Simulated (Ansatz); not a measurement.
# The HOMO–LUMO gap down a group: C to Ge

Gas-phase molecules, one atom swapped for its congeners: SeH(CF3); Si(SeH)F3; Ge(SeH)F3. All are singlets with charge 0.

Shapes, held fixed at every level: PBE0-D4/def2-TZVP. Programs: Ansatz 0.2.0. Values in eV.

```json
{"level": "SPW92/def2-TZVPP", "SeH(CF3)": "4.62", "Si(SeH)F3": "5.42", "Ge(SeH)F3": "4.29"}
{"level": "r2SCAN-D4/def2-TZVPP", "SeH(CF3)": "5.16", "Si(SeH)F3": "6.00", "Ge(SeH)F3": "5.05"}
{"level": "B3LYP-D4/def2-TZVPP", "SeH(CF3)": "6.31", "Si(SeH)F3": "7.00", "Ge(SeH)F3": "6.10"}
{"level": "BHLYP-D4/def2-TZVPP", "SeH(CF3)": "8.89", "Si(SeH)F3": "9.47", "Ge(SeH)F3": "8.78"}
{"level": "PBE0-D4/def2-TZVPP", "SeH(CF3)": "6.85", "Si(SeH)F3": "7.54", "Ge(SeH)F3": "6.69"}
{"level": "wB97X-V/def2-TZVPP", "SeH(CF3)": "11.42", "Si(SeH)F3": "12.01", "Ge(SeH)F3": "11.25"}
```

At wB97X-V/def2-TZVPP the HOMO–LUMO gap isn't monotonic: it is largest for Si and smallest for Ge (12.01 and 11.25 eV). Every level shows the same order. Relativity is left out for Ge, Se. Orbital gaps aren't excitation energies, and the LUMO depends on the basis.

The gap peaks at silicon with every functional, whereas carbon and germanium lie close together, so the robust result is the silicon maximum rather than a steady change down the group. The highest occupied orbital is probably a selenium 4p lone pair in all three molecules, which would place much of the variation in the acceptor level, likely an antibonding σ* orbital involving the central atom and its Se and F neighbours. Silicon is more electropositive than carbon, which tends to raise its contribution to that orbital. In germanium the filled 3d shell screens the nuclear charge poorly, leaving the 4s level lower than a simple extrapolation from silicon would suggest, and this could bring σ* back down. The absolute gaps depend far more on the functional than on the central atom, probably because exact exchange, especially at long range, separates occupied and empty levels. The gaps alone can't show how much of the alternation comes from the acceptor level and how much from a shift of the selenium lone pair.
